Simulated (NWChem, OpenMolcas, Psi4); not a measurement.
## How basis sets differ on C2HClF2 (SMILES FC(F)=CCl)

C2HClF2: 6 atoms, total charge 0, spin state singlet. SMILES: `FC(F)=CCl`. Geometry: relaxed at PBE0-D4/def2-TZVP.

```xyz
6

F     0.9010   -0.8104    1.3420
C     0.2676   -0.5622    0.2204
F     0.1925   -1.6326   -0.5227
C    -0.2184    0.6268   -0.0866
Cl   -1.0390    0.9264   -1.5521
H    -0.1038    1.4520    0.5990
```

Each level gives the HOMO–LUMO gap (eV). The values are calculated.

| level | kind | program | value (eV) | CPU time |
| --- | --- | --- | --- | --- |
| HF/STO-3G | Hartree–Fock | NWChem | 15.89 | 1.9 s |
| HF/3-21G | Hartree–Fock | OpenMolcas | 14.88 | 2.6 s |
| HF/6-31G* (spherical functions) | Hartree–Fock | Psi4 | 14.97 | 6.1 s |
| HF/def2-SVP | Hartree–Fock | NWChem | 14.78 | 9.8 s |

The values span 14.78 to 15.89 eV. A Hartree–Fock LUMO above zero doesn't converge with the basis: it sinks as sets grow more diffuse. Orbital gaps aren't excitation energies. Times are those of the runs behind each value, whatever else they computed, on shared processors of several kinds: orders of magnitude only.

The main break lies between the minimal basis and the rest: STO-3G gives 15.89 eV, while the three split-valence sets fall between 14.78 and 14.97 eV. With a single function per valence orbital, the radial extent is fixed, and an antibonding orbital can't adjust its size independently of the bonding one. Splitting the valence shell removes that constraint. The LUMO, probably C=C π* in character with some possible C–Cl σ* competition, then most likely drops by more than the HOMO does.

Among the split-valence sets the gap doesn't fall steadily with basis size, as 6-31G* lies above the smaller 3-21G. Polarisation functions therefore bring no systematic narrowing here, and the remaining differences probably reflect how the valence exponents and contractions are chosen. Such close agreement may owe something to parallel shifts of the two frontier levels, so it isn't evidence that either orbital energy is converged. The gaps alone don't reveal how much each level contributes to the change from STO-3G.
